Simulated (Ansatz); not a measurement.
# Ligand exchange: C2H9FSi2 + H2O2 → C2H10OSi2 + HOF

Species: C2H9FSi2 `C[SiH2]C[SiH2]F`, singlet; H2O2 (hydrogen peroxide) `OO`, singlet; C2H10OSi2 `C[SiH2]C[SiH2]O`, singlet; HOF (hypofluorous acid) `OF`, singlet. The partners trade F for OH: Si–F and O–OH bonds give way to Si–OH and O–F.

Shapes, held fixed at every level: PBE0-D4/def2-TZVP. Flexible molecules stand in one conformer, not always the lowest. Programs: Ansatz 0.2.0. Electronic energies: no zero-point or thermal term.

Q: Estimate ΔE of this reaction.

A: The highest level, CCSD(T)/CBS estimate, gives ΔE = +129.4 kJ/mol; the levels span +125.6 to +139.2. The column of differences is taken from that level and isn't an error. No measured value is set beside it here. The CBS estimate extrapolates MP2 from def2-TZVPP and def2-QZVPP and adds CCSD(T) − MP2 in the triple-zeta set, cores frozen.

| level | kind | ΔE (kJ/mol) | less CCSD(T)/CBS estimate |
| --- | --- | --- | --- |
| HF/def2-TZVPP | Hartree–Fock | +139.2 | +9.8 |
| PBE0-D4/def2-TZVPP | global hybrid | +125.6 | -3.8 |
| B2PLYP/def2-TZVPP | double hybrid | +128.7 | -0.7 |
| MP2/def2-TZVPP | perturbation theory | +132.0 | +2.6 |
| CCSD(T)/def2-TZVPP | coupled cluster or CI | +126.4 | -3.0 |
| CCSD/def2-TZVPP | coupled cluster or CI | +129.4 | 0.0 |
| CCSD(T)/CBS estimate | coupled cluster or CI | +129.4 | 0.0 |

The exchange is strongly uphill at every level, so the preference of silicon for fluoride over hydroxide in this pairing doesn't depend on the treatment of correlation. Fluorine gives up a strong, highly polar bond to electropositive silicon for a weak O–F bond, in which the electronegativities are close and adjacent lone pairs repel. The new Si–O bond is strong too, but doesn't make up the loss, while the O–O bond given up is itself weak and offsets much of the poor O–F bonding.

Hartree–Fock makes the reaction too costly, probably because it underbinds O–F in the products more than O–O in the reactants. The exact match of CCSD/def2-TZVPP with the CBS estimate is a cancellation: triples lower the energy to +126.4 kJ/mol in the same basis, and the basis-set correction brings it back to +129.4. With two molecules on each side, entropy is unlikely to overturn so large a positive value. The forward barrier must be at least about as high as the uphill reaction energy, but the energies don't show how far above that it lies, nor the height of the reverse barrier.
